The dipole polarisability of a closed-shell ion of charge +19 can be estimated by hand from its configuration. For eight of the nine lighter ions below the result lies within about 12 % of the relativistic RPA value, for In19+ it is 18 % high, and for Tl19+ and Bi19+ it fails by a factor a little above two. When the outer principal shell is completely filled, the ion is stiff: about $5\times10^{-5}$ bohr³ for $n=1$, $3\times10^{-3}$ for $n=2$ and $3\times10^{-2}$ for $n=3$. When the outer electrons can be excited without changing $n$, as in $ns\to np$, $np\to nd$ or $nd\to nf$, the ion is softer, by a factor of three to eight for $n=2$ and $n=3$, where the table also has the filled shell. The values are 0.025 bohr³ for V19+ and between 0.08 and 0.37 bohr³ for the others. The first question to ask of a configuration is whether such a route is open.

Computed with B-spline many-body code 1: static dipole response of closed-shell atomic ions of charge +19, from relativistic RPA (time-dependent Dirac-Hartree-Fock) with the no-pair Dirac-Coulomb Hamiltonian and a B-spline basis.

```tsv
species	Z	electrons	configuration	dipole polarisability (bohr³)	dipole polarisability uncoupled (bohr³)	dipole shielding factor	dipole polarisability over dipole polarisability uncoupled
Sc19+	21	2	1s2	4.844e-05	4.722e-05	0.0952	1.026
V19+	23	4	[He] 2s2	0.02545	0.01809	0.174	1.407
Cu19+	29	10	[He] 2s2 2p6	0.003318	0.003281	0.345	1.012
Ga19+	31	12	[Ne] 3s2	0.1519	0.1278	0.387	1.189
Rb19+	37	18	[Ne] 3s2 3p6	0.08062	0.08801	0.487	0.916
Ag19+	47	28	[Ar] 3d10	0.02709	0.02754	0.596	0.984
In19+	49	30	[Ar] 3d10 4s2	0.3330	0.3058	0.612	1.089
Cs19+	55	36	[Ar] 3d10 4s2 4p6	0.2471	0.2828	0.655	0.874
Tb19+	65	46	[Kr] 4d10	0.1753	0.2065	0.708	0.849
Tl19+	81	62	[Kr] 4d10 4f14 5s2	0.3748	0.3940	0.764	0.951
Bi19+	83	64	[Kr] 4d10 4f14 5s2 (5p1/2)2	0.3172	0.3520	0.771	0.901
```

The column of interest is the dipole polarisability $\alpha$, the dipole induced per unit static field. The uncoupled column gives the same quantity when each orbital responds to the external field alone, without the change in the potential caused by the response of the electrons, and the ratio column divides the first by the second. Nuclear charge $Z$, electron number $N=Z-19$ and outer shell all change from row to row, so the zigzag of $\alpha$ is a matter of shell structure and not a trend along an isoelectronic sequence. Each row has a closed-shell configuration imposed on it. The dipole shielding factor, the fraction of the applied field that the electrons cancel at the nucleus, needs no model. The electrons of a stationary ion feel no net force, so they push back on the nucleus with $N$ times the field, and the factor must be $N/Z$. The column obeys this to within 0.0014 (Tl19+), which checks the numerics and says nothing about shells.

Second-order perturbation theory gives, in atomic units, $\alpha=\tfrac23\sum_k |\langle k|\mathbf r|0\rangle|^2/\Delta E_k$: a squared length over an energy. In a highly charged ion the orbitals are nearly hydrogenic with a screened charge $Z_{\rm eff}$, so lengths shrink as $1/Z_{\rm eff}$. An excitation that changes $n$ costs an energy of order $Z_{\rm eff}^2$, and its contribution falls as $Z_{\rm eff}^{-4}$. Without relativity, an excitation within the same $n$ would cost nothing in a pure Coulomb field. Its gap arises from electron repulsion in first order, and since $\langle 1/r_{12}\rangle$ scales as the inverse size of the orbitals, the gap grows only as $Z_{\rm eff}$. That contribution falls as $Z_{\rm eff}^{-3}$ and, at $Z_{\rm eff}$ of 20 to 35, it is the larger one for most open routes.

The same calculations also give a mean energy scale for each ion. The next moment of the oscillator-strength distribution, $S(-4)=\sum f/\Delta E^4$, gives with $\alpha=\sum f/\Delta E^2$ a mean gap $\sqrt{\alpha/S(-4)}$, weighted towards the low, strong excitations. It is 175, 44 and 22 hartree for the filled shells of Sc19+, Cu19+ and Ag19+, but 7.6 hartree for Tb19+ and 4.3 for Bi19+. Part of that fall is due to the larger $n$. With the screened charges of the rule below, a hydrogenic step to the next shell, $\tfrac12Z_{\rm eff}^2\,[1/n^2-1/(n+1)^2]$, costs 12.8 hartree in Tb19+ and 4.4 in Bi19+, so of these two only Tb19+ shows a gap clearly below that step. Ag19+ and Tb19+ both end in $d^{10}$, yet Tb19+ is 6.5 times as polarisable. Its outer shell is larger, and an empty 4f lies in the same principal shell as 4d while 3d has no such partner. In the rule below the 4d→4f route makes 44 % of the Tb19+ estimate. That share belongs to the model, and the outputs used here don't separate the two causes.

The rule adds the two kinds of contribution. Each principal shell gets one $Z_{\rm eff}=Z-\sigma$, where the screening $\sigma$ counts 0.35 for every other electron of the same $n$ (0.30 within 1s), 0.85 for every electron of $n-1$ and 1 for every deeper one. Each electron $nl$ then contributes the hydrogenic polarisability from all states of different $n$, averaged over orientations:

$$\alpha_{\Delta n\neq0}=\frac{n^4\,[\,4n^2+7l(l+1)+14\,]}{4\,Z_{\rm eff}^4}.$$

For 1s the numerator is $18/4=9/2$, the exact hydrogen value; for 2s it is $16\times30/4=120$ and for 2p $16\times44/4=176$. Jumps between two occupied shells, which the Pauli principle forbids, are included here; they enter from the two shells with opposite signs and cancel in part. If the subshell $n,l+1$ exists and has a fraction $v$ of its places vacant, a subshell of $w$ electrons adds

$$\alpha_{\Delta n=0}=\frac23\,w\,v\,\frac{l+1}{2l+1}\,\frac{R^2}{k\,Z_{\rm eff}},\qquad R^2=\frac94\,\frac{n^2\,[\,n^2-(l+1)^2\,]}{Z_{\rm eff}^2}.$$

Here $R$ is the hydrogenic radial integral between $nl$ and $n,l+1$, the fraction in $l$ is the angular factor, and $kZ_{\rm eff}$ is the gap in hartree. The only fitted quantity is $k$. The scaling argument gives the power of $Z_{\rm eff}$ for a given configuration, but it doesn't make $k$ the same for $n=2$, 3 and 4: larger orbitals repel each other less, while a larger core splits the subshells more. That one value serves a whole class is an empirical finding. The constant was fitted on the logarithm of $\alpha$ separately to the $s\to p$ ions V19+, Ga19+ and In19+, giving 0.168, and to the $p\to d$ and $d\to f$ ions Rb19+, Cs19+ and Tb19+, giving 0.322. The hand values are $1/6$ and $1/3$. The printed output after this text lists the terms and errors row by row.

Cu19+, $1s^2\,2s^2\,2p^6$, has no open route and took no part in the fit. For $n=2$ the screening is $0.35\times7+0.85\times2=4.15$, so $Z_{\rm eff}=24.85$ and $Z_{\rm eff}^4=3.81\times10^5$. The numerators add to $2\times120+6\times176=1296$, which gives 0.00340 bohr³. The 1s pair adds $9/28.7^4=1.3\times10^{-5}$, and the total of 0.00341 bohr³ stands 2.8 % above the RPA value of 0.003318.

Ga19+ has two more protons and two 3s electrons, and it was one of the three rows that fixed $k=1/6$. For $n=3$ the screening is $0.35+0.85\times8+2=9.15$, so $Z_{\rm eff}=21.85$ and $Z_{\rm eff}^2=477.4$. The 3p subshell is empty, so $v=1$, $w=2$ and the angular factor is 1. Then $R^2=\tfrac94\times9\times8/477.4=0.339$ bohr², the gap is $21.85/6=3.64$ hartree, and the term is $\tfrac23\times2\times0.339/3.64=0.124$ bohr³. The two 3s electrons add $2\times81\times50/4=2025$ over $Z_{\rm eff}^4=2.28\times10^5$, or 0.0089, and the neon core adds 0.0025. The total is 0.136 bohr³, 11 % below the RPA value of 0.1519. Without the $3s\to3p$ term the estimate would be 0.0114, about thirteen times too small. Two electrons out of twelve, through one excitation, make up over nine tenths of the estimate.

The rule also reproduces the fall that follows each $ns^2$ ion when the $np$ shell fills, from Ga19+ to Rb19+ and from In19+ to Cs19+. Filling $np$ closes the $s\to p$ route and opens $p\to d$. Three times as many electrons now take part, but the squared radial integral is smaller, by $n^2-4$ against $n^2-1$, the angular factor drops to $2/3$, six added protons are only partly screened by electrons of the same shell, and the fitted gap constant doubles. This last item comes from the fit and decides the second case: with one $k$ for both classes the estimate would rise from In19+ to Cs19+. When the shell $n$ fills completely, as from Rb19+ to Ag19+, the last route closes and $\alpha$ drops again although ten electrons have been added. Along an isoelectronic sequence the same scaling says that one more proton lowers $\alpha$ by a fraction near $4/Z_{\rm eff}$ for a filled shell and nearer $3/Z_{\rm eff}$ for an $ns^2$ ion. That follows from the model; a table at one charge doesn't test it.

The use of two values of $k$ has a basis in the numbers. A single $k$ fitted to all six rows gives errors from −28 % to +46 % of the RPA value, with the three $s\to p$ ions too low and the other three too high. Fitted instead to the uncoupled column, a single $k$ of 0.23 holds the errors between −20 % and +21 %, and the spread of the $k$ implied row by row narrows from a factor 2.5 to 1.7. Much of the split between the two classes therefore enters with the coupling. The ratio column says the same: coupling raises $\alpha$ for V19+, Ga19+ and In19+ (by 41 % for V19+) and lowers it for Rb19+, Cs19+ and Tb19+ (by 15 % for Tb19+). Theory supplies two effects of opposite sign. The excited electron is attracted to the hole it leaves, which lowers the gap from a bare difference of orbital energies, while the induced dipoles screen the applied field, which stiffens the response, the more so as more electrons share the motion. A lone pair would then be ruled by the first effect and a shell of six or ten by the second. The table gives only the net result, so this division is argued and not measured. Among the $ns^2$ ions the ratio falls steadily with the size of the core, and in Tl19+ it is already below one.

The accuracy differs by class. The three filled shells come out within 2.8 % of RPA, and the six fitted rows within 18 %, with a root-mean-square error of 10 %. Two constants on six rows flatter the rule: when each row is predicted from the other two of its class, the worst error rises to 26 % (In19+). A quarter of the value is the fair error bar for an open route up to $n=4$. The table's own rounding is at most 0.03 %, so these errors belong to the rule.

Good totals hide wrong parts. The calculation assigns 0.0221 bohr³ of the Ag19+ polarisability to 3d and 0.0048 to 3s and 3p together, whereas the rule gives 0.0172 and 0.0091. In Tb19+ the 4d shell carries 94 % of the RPA value, and the rule makes the share of 4s and 4p nearly four times too large while underrating 4d. This is what one $Z_{\rm eff}$ per shell must do, since s and p electrons penetrate the core and see more charge than d electrons of the same $n$. The errors cancel in these two rows, and the agreement to 1 or 2 % owes something to luck. The grouping by whole shells is itself a choice that the data favour. Slater's usual rule screens the 3d electrons of Ag19+ by $0.35\times9+18=21.15$, and ten of them, at $81\times92/4=1863$ each, would then give $18630/25.85^4=0.042$ bohr³, more than the whole ion has. Ag19+ is thus not an independent test. For Sc19+ the relativistic correction of a hydrogenic 1s electron, −2.4 %, is left out of the rule and is twice the size of its +1.2 % error, so the sign of that error means nothing.

For the same reason $k$ should not be read as a spectroscopic gap. In Tb19+ the rule uses 11.2 hartree where the moments give 7.6, and the total is right because other ingredients err the opposite way. The constant trades against $Z_{\rm eff}$ and against the background term, and it serves only together with the screening scheme it was fitted with.

The rule ends at $n=5$. Tl19+ and Bi19+ were kept out of the fit, and their estimates are 2.15 and 2.35 times the RPA values. The rule expects Tl19+ to be twice as polarisable as In19+, and the calculation finds a factor of 1.13; Bi19+ even lies below In19+. Standard physics names what the rule lacks here. With $Z$ times the fine-structure constant near 0.6, the 5s and 5p$_{1/2}$ orbitals contract and spin-orbit coupling lifts 5p$_{3/2}$ away from 5s. The fourteen 4f electrons are counted at 0.85 like any others of $n=4$, and a penetrating 5s electron may well see more charge than that allows. Among the fitted rows the errors already change sign with $n$, though not evenly: 2.7 % low for $n=2$, 11 to 12 % low for $n=3$, 1 to 18 % high for $n=4$. The hydrogenic $R^2$, growing as $n^4$, may rise too fast for penetrating orbitals. For Bi19+ the moments point to the lengths more than to the gap: the mean gap of 4.3 hartree is close to the rule's 4.5 for $s\to p$ and well below its 8.9 for $p\to d$, so a gap set too small is an unlikely cause of the excess. How the factor of two divides among the other causes is untested. Bi19+ carries a further caution. Its $(5p_{1/2})^2$ shell is closed only in jj coupling, the reference state leaves out mixing with $(5p_{3/2})^2$, and the rule handles it merely by setting $v=2/3$ for $5s\to5p$ and opening $5p\to5d$ for two electrons.

The target throughout is RPA, which lacks further correlation. This bites hardest where the rule leans most on its fitted term, in the $ns^2$ ions, whose ground state mixes with the nearby $np^2$ configuration in a way RPA treats only in part, so $k=1/6$ reproduces this level of theory and not necessarily the measured ion. The constants are also tied to high charge. The argument needs electron repulsion to be a small correction to a hydrogenic problem and needs the empty $nd$ or $nf$ orbital to be as compact as the shell it is excited from. Near neutrality neither condition holds, and the classification by open and closed routes may be kept while the numbers $1/6$ and $1/3$ may not.

Printed output of the fit:

```
ion    Zeff(outer)  dn>0 term  dn=0 term  estimate   RPA [bohr^3]  error %  dn=0 share %
Sc19+   20.70   4.902e-05          0  4.902e-05  4.844e-05     +1.2      0
V19+    20.95     0.00128    0.02349    0.02477    0.02545     -2.7     95
Cu19+   24.85    0.003412          0   0.003412   0.003318     +2.8      0
Ga19+   21.85     0.01139     0.1242     0.1356     0.1519    -10.7     92
Rb19+   25.75     0.02341    0.04744    0.07085    0.08062    -12.1     67
Ag19+   32.25     0.02667          0    0.02667    0.02709     -1.6      0
In19+   23.35     0.05457     0.3393     0.3939      0.333    +18.3     86
Cs19+   27.25      0.0932     0.1708      0.264     0.2471     +6.8     65
Tb19+   33.75     0.09867    0.07866     0.1773     0.1753     +1.2     44
Tl19+   25.45      0.1525     0.6552     0.8077     0.3748   +115.5     81
Bi19+   26.75      0.2045     0.5407     0.7452     0.3172   +134.9     73
rule: k = 1/6 (s-p), 1/3 (p-d, d-f); table rounding at most 0.033 %
worst |error| %: filled shells 2.8, six fitted rows 18.3; rms six 10.4
not fitted, estimate/RPA: Tl19+ 2.15, Bi19+ 2.35 | Z*alpha: Tl19+ 0.59, Bi19+ 0.61
fitted k: s-p 0.168, p-d and d-f 0.322
leave-one-out error %: V19+ -5, Ga19+ -16, In19+ +26, Rb19+ -17, Cs19+ +16, Tb19+ +3
one k, coupled: k = 0.212; error %: V19+ -22, Ga19+ -28, In19+ -4, Rb19+ +22, Cs19+ +46, Tb19+ +27
  k implied per row: V19+ 0.162, Ga19+ 0.147, In19+ 0.203, Rb19+ 0.276, Cs19+ 0.370, Tb19+ 0.342 ; max/min 2.51
one k, uncoupled: k = 0.229; error %: V19+ +2, Ga19+ -20, In19+ -1, Rb19+ +5, Cs19+ +21, Tb19+ +3
  k implied per row: V19+ 0.233, Ga19+ 0.178, In19+ 0.225, Rb19+ 0.245, Cs19+ 0.300, Tb19+ 0.243 ; max/min 1.69
worked row Cu19+
  n=1: Zeff 28.70, Zeff^4 6.785e+05, hydrogenic sum 9 -> 1.33e-05; dn=0 numerator 0
  n=2: Zeff 24.85, Zeff^4 3.813e+05, hydrogenic sum 1296 -> 0.0034; dn=0 numerator 0
worked row Ga19+
  n=1: Zeff 30.70, Zeff^4 8.883e+05, hydrogenic sum 9 -> 1.01e-05; dn=0 numerator 0
  n=2: Zeff 26.85, Zeff^4 5.197e+05, hydrogenic sum 1296 -> 0.00249; dn=0 numerator 0
  n=3: Zeff 21.85, Zeff^4 2.279e+05, hydrogenic sum 2025 -> 0.00888; dn=0 numerator 216
  Ga gap Zeff/6 = 3.64 hartree, Zeff^2 = 477.4, dn=0 term 0.1242 bohr^3
Sc19+: gap sqrt(alpha/S(-4)) 175.3 hartree, strength 1.5 of 2 electrons; rule gap n to n+1 160.7
Cu19+: gap sqrt(alpha/S(-4)) 43.6 hartree, strength 6.3 of 10 electrons; rule gap n to n+1 42.9
Ag19+: gap sqrt(alpha/S(-4)) 21.9 hartree, strength 13.0 of 28 electrons; rule gap n to n+1 25.3
Tb19+: gap sqrt(alpha/S(-4)) 7.6 hartree, strength 10.1 of 46 electrons; rule gap d-f 11.2
Bi19+: gap sqrt(alpha/S(-4)) 4.3 hartree, strength 5.8 of 64 electrons; rule gap s-p 4.5, p-d 8.9
Ag19+ parts [bohr^3]: 3d rule 0.0172 RPA 0.0221 (82 %); 3s+3p rule 0.0091 RPA 0.0048
Tb19+ parts [bohr^3]: 4d rule 0.1379 RPA 0.1642 (94 %); 4s+4p rule 0.0349 RPA 0.0092
hydrogenic 1s relativistic correction for Sc19+, -(28/27)(Z alpha)^2 = -2.4 %
alpha ratio V19+/Cu19+: RPA 7.67, rule 7.26
alpha ratio Ga19+/Cu19+: RPA 45.78, rule 39.75
alpha ratio In19+/Ag19+: RPA 12.29, rule 14.77
alpha ratio Tb19+/Ag19+: RPA 6.47, rule 6.65
alpha ratio Tl19+/In19+: RPA 1.13, rule 2.05
shielding minus N/Z, largest: Tl19+ -0.0014; largest/smallest alpha 7737
```
